Body-centred cubic aluminium is squeezed and stretched evenly in a density functional calculation, with its cubic shape kept throughout. The pressure is positive where the crystal must be held compressed and negative where it must be held stretched. The problem is to estimate this pressure at any volume of the table with pencil and paper, starting from three rows near zero pressure.

Body-centred cubic Al at fixed volumes, computed with Ansatz 0.2.0: PBEsol, scalar-relativistic PAW, no spin polarization, plane-wave cutoff 420 eV, 18×18×18 k mesh for the one-atom cell, Gaussian smearing of 0.1 eV. Energies are taken at zero smearing, relative to the standard crystal of Al in the same functional; pressure is positive in compression.

| volume (Å³/atom) | shortest distance (Å) | energy over elements (eV/atom) | pressure (GPa) |
| --- | --- | --- | --- |
| 14.593 | 2.666 | 0.166 | 12.240 |
| 14.772 | 2.677 | 0.154 | 10.790 |
| 15.090 | 2.696 | 0.135 | 8.420 |
| 15.588 | 2.726 | 0.114 | 5.190 |
| 15.839 | 2.740 | 0.106 | 3.740 |
| 16.085 | 2.754 | 0.102 | 2.430 |
| 16.583 | 2.782 | 0.098 | 0.040 |
| 16.817 | 2.795 | 0.098 | -0.970 |
| 16.828 | 2.796 | 0.099 | -1.010 |
| 17.080 | 2.810 | 0.101 | -2.020 |
| 17.578 | 2.837 | 0.110 | -3.790 |
| 18.241 | 2.872 | 0.130 | -5.730 |

**(a) Find the volume V₀ at which the pressure vanishes and the stiffness there. How far does a straight line of pressure against volume carry?**

*Solution.* The useful measure of stiffness is the bulk modulus B = −V dP/dV, the pressure gained per relative loss of volume V. Take its value B₀ at zero pressure from one row on each side of the nearly pressure-free one, those at 16.085 and 17.080 Å³ per atom:

B₀ ≈ 16.583 × (2.43 + 2.02) / (17.080 − 16.085) ≈ 74 GPa

The middle row still has a pressure of 0.04 GPa, so the crystal must expand by a fraction 0.04/74 to be free of it. This gives V₀ ≈ 16.59 Å³ per atom.

The straight line is P = B₀(1 − V/V₀). At the smallest volume it gives 8.9 GPa, where the calculation has 12.24 GPa. At the largest volume it errs the other way, with a tension of 7.4 GPa in place of 5.73 GPa. The real curve is steeper under compression and flatter under expansion, so a usable rule must let the stiffness change.

**(b) Why does the metal stiffen when it is squeezed, and how fast?**

*Solution.* In the simplest picture, zero pressure in a metal is a balance of two large opposing pressures. The valence electrons, confined to the crystal, have kinetic energy and push outward. The electrostatic attraction between electrons and ions pulls inward. For three free electrons per atom at this density, the outward push alone is of the order of 100 GPa, far more than any net pressure in the table.

The two respond differently to a change of size. Squeezing the crystal shortens the electron waves, and kinetic energy goes as one over length squared, or V^(−2/3). Electrostatic energy goes as one over length, or V^(−1/3). Pressure is the slope of energy with volume, which adds one power: the push grows as V^(−5/3), the pull only as V^(−4/3).

Now reduce the volume by one percent from V₀. The push rises by 5/3 percent and the pull by 4/3 percent, so a third of a percent of the push is left over as net pressure. That is a few tenths of a GPa for one percent of volume, hence a modulus of some tens of GPa. With the balance at V₀ taken as given, this simple picture has the right order of magnitude for B₀.

In this picture the metal must also stiffen. The modulus is 5/3 of the push minus 4/3 of the pull, and under compression the push gains on the pull. Near zero pressure, the modulus then grows by

(25/9 − 16/9) / (5/3 − 4/3) = 3

GPa for each GPa of pressure. This is simply the sum of the two exponents, 5/3 + 4/3. The steeper the competing pressures, the faster a solid stiffens.

The table can be asked directly. The slope between the two smallest volumes gives a modulus of 119 GPa at a mean pressure of 11.5 GPa. Between the two largest volumes it is 52 GPa, at a mean of −4.8 GPa. The growth is therefore

(119 − 52) / (11.5 + 4.8) ≈ 4.1

A straight line through the slopes of ten neighbouring pairs gives 4.0. The pair 16.817 and 16.828 was left out, because its two pressures lie so close together that rounding spoils their slope.

So a balance of push and pull gives the right direction of the stiffening, and a rate of 3 where the table has about 4. This near agreement doesn't prove the picture, because the cancelling of the two terms at V₀ was assumed, not derived. With point ions in an even electron gas the pull would win at this volume, and the metal would shrink much further. In real aluminium the filled inner shells keep the valence electrons out of the ion cores, which weakens the pull, and more so the denser the crystal. The picture leaves this out, though the effect is expected to be large, since it has to restore the balance at V₀. How much it adds to the rate of stiffening can't be read from total pressures.

**(c) Turn this into a rule, work it for the two outermost rows, and find its accuracy and its range.**

*Solution.* Let the modulus grow by four units per unit of pressure:

−V dP/dV = B₀ + 4P

Separating P from V and integrating from V₀, where P = 0, gives

**P = (B₀/4) [(V₀/V)⁴ − 1]**

The fourth power needs only two squarings, and B₀/4 is 18.5 GPa.

Smallest volume, 14.593 Å³ per atom:
- V₀/V = 1.137; squared, 1.29; squared again, 1.67
- P ≈ 18.5 × 0.67 ≈ 12.4 GPa; the calculation gives 12.24 GPa

Largest volume, 18.241 Å³ per atom:
- V₀/V = 0.9095; squared, 0.827; squared again, 0.684
- P ≈ 18.5 × (−0.316) ≈ −5.8 GPa; the calculation gives −5.73 GPa

Neither row was used to find B₀ or V₀. Both did enter the slopes that support the factor four, so they are not a blind test of that factor. Wherever the pressure exceeds 1 GPa in size, the rule is within about 2 percent of the computed value, and there it always errs towards too large a size. The modulus found in (a) is slightly high: the line through the ten slopes puts it at 73 GPa. The printed analysis after this text compares the rule with the straight line and with the push-and-pull formula, row by row.

The rule also gives the energy spent, since energy is pressure summed over the change of volume. It follows the computed rise above the minimum to within 1.4 meV per atom. The 0.098 eV per atom that remains at the minimum is no cost of compression. It is the price of the body-centred arrangement relative to ordinary, face-centred aluminium, for which the rule would need its own V₀ and B₀.

The range is limited on both sides. At ever larger volume the rule's tension creeps up to 18.5 GPa and stays there, as if the atoms never let go. In a real crystal the tension passes a maximum and then fades as the atoms separate. A first hint may be seen at the largest volumes, where the modulus of 52 GPa lies slightly below the straight line through the slopes. Under much stronger compression the rule is expected to give too high a pressure, because the modulus of a solid squeezed hard grows by less than four units per unit of pressure. The rule is therefore safe for interpolation between about 12 percent compression and 10 percent expansion, and needs a fresh test beyond either end.

A second limit concerns shape. Body-centred aluminium near zero pressure is known to give way to shear, which an even change of volume never tests. The estimated pressure is that of a lattice held cubic, and it doesn't show that the lattice would survive if released.

Output of the analysis:

```
fit of bl on 10 rows (dv > 0.05): constant 72.99 +/- 0.29, coefficient of pm 3.989 +/- 0.05; rms 0.723, worst 18.241 1.6, leave-one-out rms 0.955
  rows outside the fit (model, value, miss): 16.828 69.04, 61.17, 7.87
bulk modulus at zero pressure from the middle rows, GPa: 74.17
volume at zero pressure, Å³/atom: 16.59
rule and rivals, pressures in GPa, energies in eV/atom:
     row    V0/V  fourth power     rule  computed  constant modulus  two-term metal  energy rise by rule  energy rise computed
  14.593   1.137         1.671    12.44     12.24             8.935           11.54              0.06936                 0.068
  14.772   1.123         1.592    10.97     10.79             8.135           10.26              0.05629                 0.056
   15.09     1.1         1.462    8.559      8.42             6.714           8.114              0.03695                 0.037
  15.588   1.064         1.284    5.258      5.19             4.488           5.084              0.01562                 0.016
  15.839   1.048         1.204    3.785      3.74             3.366           3.693              0.00855                 0.008
  16.085   1.032         1.132     2.45      2.43             2.266           2.411             0.003776                 0.004
  16.583   1.001         1.002  0.04003      0.04           0.03998         0.04002            1.117e-06                     0
  16.817  0.9866        0.9475  -0.9728     -0.97            -1.006         -0.9792            0.0006909                     0
  16.828   0.986        0.9451   -1.019     -1.01            -1.055          -1.026            0.0007593                 0.001
   17.08  0.9714        0.8905    -2.03     -2.02            -2.182          -2.059             0.003167                 0.003
  17.578  0.9439        0.7938   -3.823     -3.79            -4.408          -3.927              0.01233                 0.012
  18.241  0.9096        0.6845   -5.849     -5.73            -7.371          -6.097              0.03247                 0.032
largest error of the rule over all rows, GPa: 0.2037
largest error of the rule where pressure exceeds 1 GPa in size, percent: 2.08
constant modulus, error at smallest volume, percent: -27
constant modulus, error at largest volume, percent: 28.64
two-term metal, error at smallest volume, percent: -5.689
two-term metal, error at largest volume, percent: 6.399
local modulus between the two smallest volumes, GPa: 118.9
local modulus between the two largest volumes, GPa: 52.4
kinetic pressure of three free electrons per atom, order of magnitude only, GPa: 135.1
tension that the rule approaches at infinite volume, GPa: 18.54
largest error of the energy rise, meV/atom: 1.36
```
